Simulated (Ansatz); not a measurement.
## Redistribution: Sn(CH3)F + C2H7NSn → Sn(CH3)(NH2) + C2H5FSn

Species: Sn(CH3)F, singlet; C2H7NSn `C[CH2][Sn][NH2]`, singlet; Sn(CH3)(NH2), singlet; C2H5FSn `C[CH2][Sn][F]`, singlet. The partners trade F for NH2; both sit on Sn, so the bond types are kept.

Shapes, held fixed at every level: PBE0-D4/def2-TZVP. Flexible molecules stand in one conformer, not always the lowest. Programs: Ansatz 0.2.0. The zero-point and thermal change to 298 K, harmonic and unscaled (PBE0-D4/def2-TZVP), is +0.1 kJ/mol.

| level | kind | ΔH(298 K) (kJ/mol) | less CCSD(T)/def2-TZVPP |
| --- | --- | --- | --- |
| r2SCAN-D4/def2-TZVPP | meta-GGA | -1.2 | -0.6 |
| B3LYP-D4/def2-TZVPP | global hybrid | -1.2 | -0.6 |
| PBE0-D4/def2-TZVPP | global hybrid | -1.2 | -0.6 |
| wB97M-V/def2-TZVPP | range-separated hybrid | -1.5 | -0.9 |
| MP2/def2-TZVPP | perturbation theory | -0.3 | +0.3 |
| CCSD/def2-SVP | coupled cluster or CI | -3.2 | -2.6 |
| CCSD(T)/def2-TZVPP | coupled cluster or CI | -0.6 | 0.0 |

The highest level, CCSD(T)/def2-TZVPP, gives ΔH(298 K) = -0.6 kJ/mol; the levels span -3.2 to -0.3. That is about zero within the method's error. The column of differences is taken from that level and isn't an error. No measured value is set beside it here. For atoms past krypton def2 sets carry core potentials with scalar relativity. Outer-core shells of Sn are correlated in most correlated rows, in sets that cover them unevenly.

The exchange is essentially thermoneutral: swapping F and NH2 between methyl- and ethyl-substituted tin(II) centres costs or releases almost nothing. Each side has one Sn–F and one Sn–N bond, and in both cases the ligand lone pairs can donate into the formally empty 5p orbital of the stannylene. These large contributions therefore nearly cancel, leaving only the difference in how methyl and ethyl respond to the two ligands. Since the alkyl groups have similar σ-donor character and the extra carbon sits two bonds away from tin, that difference should be small.

Although every level gives a negative value, this doesn't establish a preference of fluoride for the ethyl-bearing tin. CCSD/def2-SVP stands apart at -3.2 kJ/mol, probably in part because of its smaller basis, though the missing triples change at the same time. The near-zero balance says nothing about the absolute strengths of the Sn–F and Sn–N bonds, nor about association through fluoride or amide bridges, which is common for unhindered stannylenes.
